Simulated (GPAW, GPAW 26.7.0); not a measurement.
# Os 4f binding energy of osmium metal: core-hole calculations with PBE and the effect of spin-pairing the hole

## Experimental context

The reference is a photoemission value from a handbook table: "Electron binding energies" (2001, X-Ray Data Booklet, Lawrence Berkeley National Laboratory, Table 1-1; from Fuggle and Martensson, J. Electron Spectrosc. Relat. Phenom. 21, 275 (1980)). The tabulated quantity is the Os 4f$_{7/2}$ binding energy of the metal, 50.7 eV below the Fermi level. The calculation has no spin-orbit splitting of the core line, so the comparison uses the multiplicity-weighted centre of the doublet. With the splitting from the same source this centre lies 1.16 eV higher, at 51.86 eV. The value is quoted from earlier work. It belongs to the final state of photoemission, in which the metal's electrons have screened the hole, and a calculation has to include that response.

| compared with | measured | source's wording or label | method |
| --- | --- | --- | --- |
| Os 4f (eV) | 51.86 | formed from the printed 50.7 eV (Os 4f7/2 of the metal against the Fermi level) | photoemission, handbook table |

Conditions are those given with the value in the passage it was taken from; "not stated" means there, and the paper may say more elsewhere. The values are a selection: others may have been left out beforehand as unlike or outlying.

## Aim and plan

The aim is the absolute Os 4f binding energy, with agreement within 0.3 eV counted as success. This is a demanding limit for a semilocal functional, whose absolute core levels are commonly off by about an electronvolt or more. It is also well below the 1.16 eV between the 4f$_{7/2}$ line and the doublet centre, so a success could not rest on confusing the two.

The model is bulk hcp osmium at the measured cell. The binding energy is the difference in total energy between a cell with one 4f hole, its electron added to the valence, and the same cell without the hole. Kohn-Sham eigenvalues of the ground state are passed over because they omit the relaxation around the hole. The two-atom cell is no starting point either: it puts a hole on every second atom, only 2.7 Å from the next. An eight-atom cell with holes 5.1 Å apart is used instead, with PBE as the functional. The k-point mesh is tested first, then the cutoff and the spin treatment of the hole.

System: Os (Osmium); space group P6_3/mmc, 2 atoms in the base cell, measured (COD) cell.

On the selection of runs and values: Besides any runs that a report passes over, these were set aside when the results were gathered: 1 cell relaxed under the stress of an incomplete basis; 1 ended timeout.

## 1. PBE core hole and k-point mesh

In a metal the added electron enters at the Fermi level, and the partial occupations affect both total energies. The mesh therefore has to be settled before the result is compared with a limit of 0.3 eV. PBE is run without spin polarisation on an 8×8×8 and a 12×12×12 mesh, everything else being equal. The two are expected to agree to well within the limit; the larger uncertainty should lie in the functional and in the spin-paired treatment of the hole.

**Run 1.** GPAW 26.7.0: PBE; 8-atom cell, holes 5.1 A apart; electron kept in the cell (mesh 8x8x8, cutoff 420 eV, 8 atoms).

Key lines of the input:
```
atoms = Atoms(['Os', 'Os', 'Os', 'Os', 'Os', 'Os', 'Os', 'Os'],
              cell=[[5.4704, 0.0, 0.0], [-1.3676, 2.368753, 4.319], [1.3676, -2.368753, 4.319]],
              scaled_positions=[[0.166667, 0.458333, 0.791667], [0.166667, 0.958333, 0.291667], [0.666667, 0.458333, ...],
              pbc=(True, True, True))
params = dict(mode=PW(420),
              xc='PBE',
              kpts={'size': (8, 8, 8), 'gamma': True},
              occupations=FermiDirac(0.08),
              nbands=-8,
              maxiter=200,
              txt='gs.txt')
hole.calc = GPAW(**{**params, 'charge': -1, 'txt': f'hole{i}.txt', 'setups': {**params.get('setups', {}), i: 'hole' + params.get('setups', {}).get(atoms[i].symbol, '')}})
out['levels'][i] = hole.get_potential_energy(force_consistent=True) + hole.calc.get_reference_energy() - e0
```

Command:
```
gpaw-setup -f PBE Os > setup.log
gpaw-setup -f PBE --core-hole=4f,1.0 --name=hole Os > setup.log
OMP_NUM_THREADS=1 mpirun -n 4 gpaw python run.py > run.log
```

Selected lines of the output:
```
Cutoff: 420.0 eV
Converged in 15 steps
Free energy:     -89.427094
Extrapolated:    -89.382182
Fermi level: 15.809
[energy with the hole less without, eV] Os 1 4f: 51.916
```

Converged; 12 min on 4 cores of Arm Neoverse V1, shared host.

**Run 2.** GPAW 26.7.0: PBE, another k-point mesh; 8-atom cell, holes 5.1 A apart; electron kept in the cell (mesh 12x12x12, cutoff 420 eV, 8 atoms).

Key lines of the input, as changed from run 1:
```diff
  params = dict(mode=PW(420),
-               kpts={'size': (8, 8, 8), 'gamma': True},
+               kpts={'size': (12, 12, 12), 'gamma': True},
```

Selected lines of the output:
```
Cutoff: 420.0 eV
Converged in 15 steps
Free energy:     -89.413473
Extrapolated:    -89.359752
Fermi level: 15.815
[energy with the hole less without, eV] Os 1 4f: 51.901
```

Converged; 19 min on 4 cores of INTEL XEON PLATINUM 8581C at 2.30GHz (Emerald Rapids), shared host.

| quantity | run 1 | run 2 | measured |
| --- | --- | --- | --- |
| Os 4f (eV) | 51.92 | 51.90 | 51.86 |
| volume an atom (Å³) | 13.99 | 13.99 |  |

The denser mesh lowers the binding energy by 0.015 eV, from 51.916 to 51.901 eV, which is small beside the limit of 0.3 eV. On the 12×12×12 mesh PBE lies 0.04 eV above the measured doublet centre. That is far closer than the usual error of a semilocal functional for an absolute core level, so the agreement may contain a cancellation. The spin-paired hole is an obvious candidate, since it lacks the exchange energy of the unpaired 4f electron and so places the level too high.

## 2. Cutoff, spin of the hole, another functional

Three runs on the 8×8×8 mesh each change one aspect of the first calculation. Raising the plane-wave cutoff to 588 eV tests the basis and should move the level only slightly. Treating the two spins separately puts the hole in one spin channel of the core and restores the missing exchange, so the binding energy should fall. RPBE, a close relative of PBE with a different exchange enhancement, gives a scale for the dependence on the functional.

**Run 3.** GPAW 26.7.0: PBE, cutoff at 140 % of the usual; 8-atom cell, holes 5.1 A apart; electron kept in the cell (mesh 8x8x8, cutoff 588 eV, 8 atoms).

Key lines of the input, as changed from run 1:
```diff
- params = dict(mode=PW(420),
+ params = dict(mode=PW(588),
```

Selected lines of the output:
```
[energy with the hole less without, eV] Os 1 4f: 51.914
```

Converged; 12 min on 4 cores of AMD EPYC 7B13 (Zen 3), shared host.

**Run 4.** GPAW 26.7.0: PBE with two spins; 8-atom cell, holes 5.1 A apart; electron kept in the cell (mesh 8x8x8, cutoff 420 eV, 8 atoms).

Key lines of the input, as changed from run 1:
```diff
  atoms = Atoms(['Os', 'Os', 'Os', 'Os', 'Os', 'Os', 'Os', 'Os'],
-               pbc=(True, True, True))
+               pbc=(True, True, True),
+               magmoms=[0.1, 0.1, 0.1, 0.1, 0.1, 0.1, 0.1, 0.1])
  params = dict(mode=PW(420),
-               txt='gs.txt')
+               txt='gs.txt',
+               mixer=MixerDif(0.05, 8, 80))
```

Selected lines of the output:
```
Free energy:     -89.427099
[energy with the hole less without, eV] Os 1 4f: 51.642
```

Converged; 59 min on 4 cores of Intel Xeon at 2.50GHz (Skylake/Cascade Lake), shared host.

**Run 5.** GPAW 26.7.0: RPBE; 8-atom cell, holes 5.1 A apart; electron kept in the cell (mesh 8x8x8, cutoff 420 eV, 8 atoms).

Key lines of the input, as changed from run 1:
```diff
  params = dict(mode=PW(420),
-               xc='PBE',
+               xc='RPBE',
```

Command:
```
gpaw-setup -f RPBE Os > setup.log
gpaw-setup -f RPBE --core-hole=4f,1.0 --name=hole Os > setup.log
OMP_NUM_THREADS=1 mpirun -n 4 gpaw python run.py > run.log
```

Selected lines of the output:
```
[energy with the hole less without, eV] Os 1 4f: 51.912
```

Converged; 7.8 min on 4 cores of Intel Xeon Platinum 8488C (Sapphire Rapids), shared host.

| quantity | run 3 | run 4 | run 5 | measured |
| --- | --- | --- | --- | --- |
| Os 4f (eV) | 51.91 | 51.64 | 51.91 | 51.86 |
| volume an atom (Å³) | 13.99 | 13.99 | 13.99 |  |

Raising the cutoff to 588 eV changes the spin-paired PBE level by only 0.002 eV, so the plane-wave cutoff has no bearing on the comparison at this level.

With two spins the binding energy falls by 0.274 eV, to 51.642 eV, in the direction expected from the exchange energy of the unpaired core electron. The free energy of the cell without the hole is almost unchanged, so the shift comes from the state with the hole (core exchange, together with any spin polarisation of the valence around the hole) and not from magnetism of the metal's ground state. The result now lies 0.22 eV below the reference instead of 0.06 eV above it on the same mesh. It still meets the limit of 0.3 eV, though with less room. If the reference is taken at face value, the closer agreement of the spin-paired calculation owes something to a cancellation: spin-pairing raises the level and offsets an error of opposite sign.

RPBE gives 51.912 eV, 0.004 eV from PBE. The change in exchange enhancement between these two related functionals hardly matters here, but errors common to both, such as self-interaction in the 4f shell, would not show up in this comparison.

## Overview

| run | settings | Os 4f (eV) | deviation | cost |
| --- | --- | --- | --- | --- |
| 1 | PBE, electron kept in the cell (mesh 8x8x8, cutoff 420 eV, 8 atoms) | 51.92 | +0.06 | 48 core-min |
| 2 | PBE, another k-point mesh, electron kept in the cell (mesh 12x12x12, cutoff 420 eV, 8 atoms) | 51.90 | +0.04 | 76 core-min |
| 3 | PBE, cutoff at 140 % of the usual, electron kept in the cell (mesh 8x8x8, cutoff 588 eV, 8 atoms) | 51.91 | +0.05 | 48 core-min |
| 4 | PBE with two spins, electron kept in the cell (mesh 8x8x8, cutoff 420 eV, 8 atoms) | 51.64 | −0.22 | 3.9 core-h |
| 5 | RPBE, electron kept in the cell (mesh 8x8x8, cutoff 420 eV, 8 atoms) | 51.91 | +0.05 | 31 core-min |
|  | measured | 51.86 |  |  |

Further runs on the same system, made beside this series (convergence steps with loose settings among them):

| further | settings | Os 4f (eV) | deviation | cost |
| --- | --- | --- | --- | --- |
| F1 | PBEsol, 8-atom cell, holes 5.1 A apart, electron kept in the cell (mesh 8x8x8, cutoff 420 eV, 8 atoms) | 51.93 | +0.07 | 40 core-min |
| F2 | PBE, 2-atom cell, holes 2.7 A apart, electron kept in the cell (mesh 18x18x8, cutoff 420 eV, 2 atoms) | 51.96 | +0.10 | 8.5 core-min |
| F3 | LDA, 2-atom cell, holes 2.7 A apart, electron kept in the cell (mesh 18x18x8, cutoff 420 eV, 2 atoms) | 52.04 | +0.18 | 8.3 core-min |
| F4 | PBE, another k-point mesh, 8-atom cell, holes 5.1 A apart, electron kept in the cell (mesh 6x6x6, cutoff 420 eV, 8 atoms) | 51.91 | +0.05 | 16 core-min |
| F5 | PBE, cutoff at 70 % of the usual, 8-atom cell, holes 5.1 A apart, electron kept in the cell (mesh 8x8x8, cutoff 294 eV, 8 atoms) | 52.01 | +0.15 | 26 core-min |
| F6 | PBE, Fermi-Dirac width 0.2 eV, 8-atom cell, holes 5.1 A apart, electron kept in the cell (mesh 8x8x8, cutoff 420 eV, 8 atoms) | 51.90 | +0.04 | 30 core-min |
|  | measured | 51.86 |  |  |

## Assessment

The target of 0.3 eV is met against the tabulated value, with little margin. The verdict rests on PBE with two spins, which places the hole in one spin channel of the core. It gives 51.64 eV, 0.22 eV below the reference, at a cost of 3.9 core-hours. That is inside the limit, but determinations of one line can differ by a few tenths of an electronvolt, more than the margin, so the pass is not a secure one.

The spin-paired PBE runs 1 to 3 come closer, within 0.06 eV, but this is no sign of greater accuracy: spin-pairing the hole raises their level by about 0.27 eV and, if the reference holds, hides an error of opposite sign. The spin treatment was thus the step that mattered most. RPBE and PBEsol stay within about 0.01 eV of PBE and say little about errors common to all three.

For the spin-paired hole, the denser mesh, the higher cutoff and a broader smearing each move the level by about 0.02 eV or less. The same checks with two spins are not shown in this report. The two-atom cell, passed over because its holes are so close, lies only 0.04 eV above the eight-atom cell and costs 8.5 core-minutes; it would have served for a first estimate. A cell larger than eight atoms is not shown in this report, so the remaining interaction between holes is open.

The 0.22 eV left over has no demonstrated cause. Self-interaction in the 4f shell is one conjecture. Another is the scalar-relativistic core, whose level need not coincide with the weighted centre of the measured doublet. A separation of these contributions is not shown in this report, and the scatter of measured values could account for a difference of this size as well.

[Logs are printed without paths, hosts, clocks, repeated set-up lines and the standing remarks that a program may print on its own settings, such as how far it seeks lower states.]

[The runs shown are a pick from a larger set of finished runs; failed, doubtful and other runs were left out of it ahead of writing. So were measured values far from every level or from commonly accepted values, and agreement can look better than it is. Lines of input and output are excerpts and may be shortened.]
